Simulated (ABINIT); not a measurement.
# Cd2S and the effect of the functional

The structure is trigonal, space group P3m1 (No. 156). Conventional cell: a = 3.963 Å, b = 3.963 Å, c = 5.809 Å, α = 90.00°, β = 90.00°, γ = 120.00°. Around Cd (site symmetry 3m) lie 1 S at 2.52 Å. Cd (site symmetry 3m) is surrounded by 3 S at 2.60 Å. Around S (site symmetry 3m) lie 4 Cd at 2.52 to 2.60 Å.

The cell comes from a database or a generator and needn't be the stable form of this composition.

Kept alike: task band structure; k mesh 8 × 8 × 5; occupations fermi-dirac, width 0.05 eV; no spin polarisation. Program: ABINIT, potentials by row: JTH PAW LDA v2.0 (LDA); JTH PAW PBE v2.0 (PBE, PBEsol on files made for PBE), cutoff 599 eV. The mesh is that of the run's cell of 3 atoms. No spin-orbit coupling.

| run | band gap (eV) | pressure (GPa) |
| --- | --- | --- |
| A | 0.238 | -0.12 |
| B | 0.248 | -4.89 |
| C | 0.228 | -3.01 |

Pressure is positive in compression; the values hold the error of the finite cutoff, so their zero can differ a little from the energy's minimum. Runs of this series that gave no sound value for these columns are left out. Gaps are the smaller of the mesh's and the band path's. Potentials were made for LDA (LDA); PBE (PBE, PBEsol).

Q: The runs differ in the functional (and the potentials named above) alone: LDA; PBE; PBEsol. Which run is which?

A: Run A is PBE; run B is LDA; run C is PBEsol. The band gap runs from 0.228 (PBEsol) to 0.248 eV (LDA). From PBE: LDA +0.010; PBEsol -0.010. The pressure runs from -4.89 (LDA) to -0.12 GPa (PBE). From PBE: LDA -4.77; PBEsol -2.89.

At this fixed cell the functional matters much more for the pressure than for the gap. The negative pressures mean that each functional would favour a smaller cell, LDA most strongly and PBE hardly at all. This is the familiar order of binding: LDA overbinds, PBE's gradient correction weakens the bonds, and PBEsol restores part of the contraction. The near-zero PBE value suggests a geometry close to that functional's own equilibrium.

The gaps barely differ and don't follow the order of the pressures, so they give no basis for ranking the functionals. Cd2S has two more valence electrons per formula unit than sulfide formation requires. These probably fill a state of largely Cd 5s character, which would make the small gap one between Cd-derived states rather than the S 3p to Cd 5s gap of ordinary CdS. Agreement among three semilocal functionals doesn't establish the true gap, since they share a tendency to underestimate it. How the gap would respond to relaxing the cell with each functional remains open.
